**Notebook: dipole polarisabilities of the n = 4 states of Er39+**

Er39+ has one electron outside a closed 3d¹⁰ shell, treated here with relativistic Brueckner orbitals. A row label gives n, l and j. In a field F along z a sublevel m shifts by −½α(m)F², with α(m) = α₀ + α₂[3m² − j(j+1)]/[j(2j−1)]; α₀ is the scalar and α₂ the tensor column.

Static dipole polarisabilities of Er39+ (Z = 68), one electron outside a closed [Ar] 3d10 core, for the lowest state of each symmetry. B-spline many-body code 1, no-pair Dirac-Coulomb: frozen-core Dirac-Hartree-Fock, Brueckner orbitals with second-order and RPA-screened correlation potential, static core-polarisation RPA; nuclear rms radius 5.2516 fm.

| polarised | scalar (bohr³) | tensor (bohr³) |
| --- | --- | --- |
| 4s1/2 | 0.03196 | n/a |
| 4p1/2 | 0.001601 | n/a |
| 4p3/2 | 0.01215 | 0.005867 |
| 4d3/2 | 0.007445 | 0.001687 |
| 4d5/2 | 0.006096 | 0.005760 |
| 4f5/2 | -0.0008159 | 0.004977 |
| 4f7/2 | -0.001332 | 0.006462 |

**1. Which scalar is largest, and why?**

It is that of 4s1/2, 2.6 times the next, 4p3/2. Second-order perturbation theory gives α₀ = (2/3) Σ w R²/(E′ − E), summed over levels reached by a dipole step, with radial integral R. The angular weight w is (2j−1)/4j, 1/[4j(j+1)] or (2j+3)/[4(j+1)] for j′ = j−1, j, j+1. Levels above push the state down in energy and add; levels below subtract. Only 4s1/2 is the ground state, so no valence term subtracts, and the same calculation puts 4p1/2 and 4p3/2 only 83.3 and 148.0 eV above it.

**2. Does a hydrogenic estimate give its size?**

Roughly. Within n = 4 the hydrogenic integral is R² = 36(16 − l²)/(ZZ′), with l the larger of the two orbital numbers, so 540/(ZZ′) for s–p. Setting each binding energy equal to Z²/32 hartree gives Z = 46.8, 45.7 and 44.9 for 4s1/2, 4p1/2 and 4p3/2. Then R² = 0.252 and 0.257 bohr², and the gaps are 3.06 and 5.44 hartree:

(2/3)[(1/3)(0.252/3.06) + (2/3)(0.257/5.44)] = 0.0183 + 0.0210 = 0.0393 bohr³.

The exact hydrogenic sum over all other shells and the continuum adds about 0.001, and the calculated core polarisability 0.0033. The total, 0.0437, has no fitted constant and is 37% above the table's 0.03196. Over all rows this version fails worst in kind at 4p1/2, where it gives the wrong sign.

A least-squares fit to all twelve numbers, with the core term added and four scale factors (s–p, p–d, d–f, other shells), leaves an rms error of 0.00016 bohr³, still far above the rounding. The factors run from 0.71 to 0.94. Screening of the field by the core lowers R². The rest is the error of putting every departure from hydrogen into Z, and it need not have one sign: with a free core coefficient the d–f factor rises to 1.023. The factors are not measured reductions of R². The parts quoted below come from this fit, and its energies are those of the calculation itself, so it accounts for the table without testing it.

**3. Why is 4p1/2 7.6 times smaller than 4p3/2?**

The fine-structure splitting of 64.7 eV is comparable with the gaps between l values. For 4p1/2 the subtracting 4s level is near, 83.3 eV, and the adding 4d3/2 level is far, 195.5 eV. For 4p3/2 the 4s level is 148.0 eV away and the main partner, 4d5/2, 144.6 eV. The fitted downward and upward parts are −0.01305 and +0.0108 for 4p1/2, against −0.0075 and +0.0151 for 4p3/2. With j-averaged levels the model gives 0.0089 for both. Its radial integrals depend on j only through Z, so the denominators carry most of the contrast. The model's worst row is nevertheless 4p1/2, 24% above the table; the true difference between p1/2 and p3/2 orbitals and the single scale on the other-shell sum are plausible causes, but guesses.

**4. Are the negative 4f scalars a fault?**

No. There is no 4g level, so the only partner within the shell is 4d, which lies below, and the adding valence terms come only from distant levels, 5d, 5g and higher. An excited state pushed upward by a field is not unstable. The total downward weight is 3/7 for both levels, but 4f5/2 puts most of it, 2/5, on 4d3/2 at 153.8 eV, while 4f7/2 puts all on 4d5/2 at 143.4 eV. Hence 4f7/2 is the more negative.

**5. Why are all five tensor values positive?**

The sublevel m = j, for which α = α₀ + α₂, cannot reach a level with j′ = j − 1. Such a channel must therefore enter α₂ with the opposite sign to its share of α₀, and it is the main downward channel in each of these rows. Upward channels to j + 1 enter with the smaller factor −j(2j−1)/[(j+1)(2j+3)]. The table bears this out: scalar plus tensor is positive in all five rows, including 0.0042 and 0.0051 for the 4f pair. In size the fitted model does worst for the 4d3/2 tensor, which it puts 13% too high. For j = 1/2 the tensor vanishes by symmetry, and the polarisability of the closed core adds nothing to it, apart from a small term for steps blocked by the filled shells.

**6. Do the scalars contain the core term?**

Yes, by inference from a bound. For 4f7/2 the sum α₀ + α₂ removes the d channel and keeps 7/12 of the g-channel part G, if g7/2 and g9/2 share one radial function. Without a core term in the scalar G is 0.0088; with it G is 0.0032; the hydrogenic value is 0.0041. Fits without the core need the other-shell sum scaled up by 1.6 to 2.0, hard to square with screening. A free core coefficient, however, comes out at 0.55 (0.78 with Z = 40 throughout) and trades against that scale, so the fit does not decide. Closure does: G cannot exceed (8/21)⟨r²⟩/ΔE, with ΔE the step to 5g. The 4f orbital is bound more tightly than a hydrogenic one of charge 40, for which ⟨r²⟩ is just under 0.23 bohr². It is bound by about 52 hartree and 5g by about 40²/50 = 32, so ΔE is near 20 hartree and G stays below 0.005, far short of 0.0088. With the core included, 4p1/2 is positive only through it: 0.0016 − 0.0033 = −0.0017.

**7. What would change in a heavier Cu-like ion?**

This is argued from scaling alone. R² falls as Z⁻², the screening-induced gaps within n = 4 grow about as Z, and fine structure grows about as Z⁴. The other-shell sum falls faster, as Z⁻⁴, so the downward term should gain in 4f. The 4d3/2 level recedes from 4p1/2 faster than 4s does, so the valence part of 4p1/2 should lose further against 4p3/2; whether the total changes sign is a guess. A soft core with an outer s² shell, a known weakness of the method, would change the core term; 3d¹⁰ is not such a core.

**8. Which digits can be trusted?**

Fewer than four. The gaps quoted here include Breit and QED terms, which shift the 4s–4p1/2 gap by about 0.2 eV. The table's heading names only Dirac-Coulomb, so the polarisabilities themselves may lack them. Correlation alone widens the 4p splitting by about 0.3% of its DHF value; the Breit term outweighs this and leaves a net drop of 0.75%. The error remaining in the gaps is not known. A trial size of 1 eV is used below, close to the 0.85 eV by which the calculated removal energy of 4s1/2 exceeds the semi-empirical one. Raising 4p1/2 by 1 eV in the fitted model lowers the 4s1/2 scalar by 0.5% but raises its own by 13%, since both large parts move the same way: 0.01305/83.3 + 0.0108/195.5 ≈ 0.0002 on 0.0016. The same shift of 4d5/2 changes 4f7/2 by 4%. If the gaps are wrong by as much as 1 eV, 4s1/2 keeps two figures, 4f7/2 barely two, and 4p1/2 about one; raising 4p1/2 by only 0.2 eV, the size of the Breit and QED shift, would change its scalar by about 3%. Errors in the matrix elements come on top.
